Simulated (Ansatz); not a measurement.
Equilibrium of KH + BH(CH3)(SH) ⇌ KSH + BH2(CH3) at process temperatures

Species: KH, singlet; BH(CH3)(SH), singlet; KSH `[SH][K]`, singlet; BH2(CH3), singlet. The partners trade H for SH: K–H and B–SH bonds give way to K–SH and B–H.

The electronic reaction energy at CCSD(T)/def2-TZVPP is -81.1 kJ/mol. Shapes: PBE0-D4/def2-TZVP. Flexible molecules stand in one conformer, not always the lowest. Programs: Ansatz 0.2.0. Enthalpy and entropy come from rigid-rotor, harmonic-oscillator sums on unscaled PBE0-D4/def2-TZVP wavenumbers, ideal gases at 1 bar. Symmetry numbers: KH 1, BH(CH3)(SH) 1, KSH 1, BH2(CH3) 1. R = 8.3145 J/(mol K).

```
T (K)  ΔH (kJ/mol)  ΔS (J/(mol K))
  700        -77.1           +28.1
 1000        -79.5           +25.3
 1300            ?               ?
```

**Question.** Work out ln K at 700 and 1000 K, and from these estimate it at 1300 K.

**Answer.** 
1. 700 K: ΔG = -77.1 − 700 × (+28.1)/1000 = -96.8 kJ/mol; ln K = −ΔG/RT = +16.63.
2. 1000 K: ΔG = -79.5 − 1000 × (+25.3)/1000 = -104.8 kJ/mol; ln K = −ΔG/RT = +12.60.
3. Slope against 1000/T: (+12.60 − (+16.63))/(1.0000 − 1.4286) = +9.40, that is −ΔH/R with ΔH near -78 kJ/mol.
4. 1300 K: ln K = +16.63 + (+9.40) × (0.7692 − 1.4286) = +10.43.

The full sums give ΔH = -81.6 kJ/mol, ΔS = +23.4 J/(mol K), ΔG = -112.0 kJ/mol and ln K = +10.36 at 1300 K, so the line is off by +0.07 in ln K; without rounding the miss is +0.06, from the change of ΔH with temperature. The products are favoured over this whole range. An error of 10 kJ/mol in the energy moves ln K by 0.9 at 1300 K. Soft modes are treated as harmonic, which can err either way at these temperatures; the lowest are those of BH(CH3)(SH) (123 cm⁻¹), KSH (251 cm⁻¹), BH2(CH3) (172 cm⁻¹). Other conformers aren't counted. Outer-core shells of K are correlated, in sets that cover them unevenly.

The exchange is driven by enthalpy, with a smaller push from entropy. Hydrogen holds an extra electron far less firmly than SH does, so the largely ionic bonding to potassium favours hydrosulfide over hydride, while the hydride goes to electron-poor boron. This outweighs the loss of the B–S bond and its modest π donation from sulfur into the empty boron p orbital.

Because the reaction is exothermic, ln K falls from +16.63 at 700 K to +10.36 at 1300 K, even though ΔG becomes more negative. The positive entropy probably reflects the change from light, diatomic KH to bent KSH, with its extra rotation and softer motion, which more than offsets the loss on the boron side. Stiff B–H vibrations, still only partly excited, probably help to make the heat capacity change negative, so both ΔH and ΔS drift downwards on heating. These gas-phase values don't settle the balance where KH or KSH condenses or methylborane dimerises through hydrogen bridges.
